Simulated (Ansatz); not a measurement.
# CoH: pressure and energy above lowest point against volume scale

Free energy against uniform scaling of the volume at fixed shape and fractions; periodic cell, basis, potentials, k mesh and filling as listed. The results are calculated, by Ansatz 0.2.0.

The cell before it is scaled or strained (space group Fm-3m, No. 225):
```
CELL_PARAMETERS angstrom
0.00000 1.84300 1.84300
1.84300 0.00000 1.84300
1.84300 1.84300 0.00000
ATOMIC_POSITIONS crystal
Co 0.00000 0.00000 0.00000
H 0.50000 0.50000 0.50000
```

Settings of every row: functional PBEsol; dispersion none; potentials PAW; wave cutoff 476.2 eV; density cutoff 1904.8 eV; k mesh 13x13x13; k shift 0x0x0; occupations fermi dirac; smearing width 0.1 eV; spin collinear; xc grid level 2; SCF threshold exponent -7.

Limits: coarse k mesh, up to 40 meV an atom off; stress loosely converged; the cell comes from a prototype or a list of computed structures and needn't be the stable phase; with one magnetic atom in the cell only parallel moments are possible.

```csv
row,volume scale,V (Å³/atom),pressure (GPa),energy above lowest point (meV/atom)
1,0.94,5.884,8.62,5
2,0.96,6.01,3.07,0.4
3,0.98,6.135,-1.88,0
4,1,6.26,-6.27,3.2
5,1.02,6.385,?,?
6,1.04,6.51,-13.66,19
7,1.06,6.636,-16.77,30.9
```

Question: what pressure and energy above lowest point should row 5 give?

Worked fit of pressure. Take u = (V_r/V)^(2/3) − 1 with V_r = 6.1975 Å³ an atom, which is twice the finite (Eulerian) strain; such expansions in the strain, on which the Birch-Murnaghan equation of state is built, carry the rest volume and the bulk modulus. The shown rows have u = 0.03521, 0.02069, 0.00678, -0.00667, -0.03226, -0.04455. Least squares give pressure = −4.133 + 327.45 × u + 986.2 × u² GPa; a straight line predicts inner rows, each left out in turn, worse (root mean square 0.62 against 0.013 GPa). The rows lie off it by 0.00, 0.01, -0.01, 0.00, 0.01, -0.01. The pressure vanishes at u = 0.0122, or V = 6.086 Å³ an atom, and there the bulk modulus at fixed shape and fractions is B = −V dP/dV = (2/3)(1 + u) dP/du = 237 GPa. The withheld row has u = -0.01967, so the fit gives −4.133 + 327.45 × (-0.01967) + 986.2 × (-0.01967)² = -10.19 GPa.

The calculation gave -10.18 GPa. The fit lies 0.01 GPa (0.039 % of the column's range) below it, one unit of the last digit.

Worked fit of energy above lowest point. Take u = (V_r/V)^(2/3) − 1 with V_r = 6.1975 Å³ an atom, which is twice the finite (Eulerian) strain; such expansions in the strain, on which the Birch-Murnaghan equation of state is built, carry the rest volume and the bulk modulus. The shown rows have u = 0.03521, 0.02069, 0.00678, -0.00667, -0.03226, -0.04455. Least squares give energy above lowest point = 1.17 − 242 × u + 9779 × u² + 5173 × u³ meV/atom; a parabola predicts inner rows, each left out in turn, worse (root mean square 0.097 against 0.035 meV/atom). All shown rows lie on it to the printed digit. Its lowest point lies at u = 0.0123, or V = 6.085 Å³ an atom, and the curvature there gives the bulk modulus at fixed shape and fractions, B = (4/9)(1 + u)² E″(u)/V = 239 GPa. The withheld row has u = -0.01967, so the fit gives 1.17 − 242 × (-0.01967) + 9779 × (-0.01967)² + 5173 × (-0.01967)³ = 9.7 meV/atom.

The calculation gave 9.7 meV/atom. The fit meets it to the printed digit.
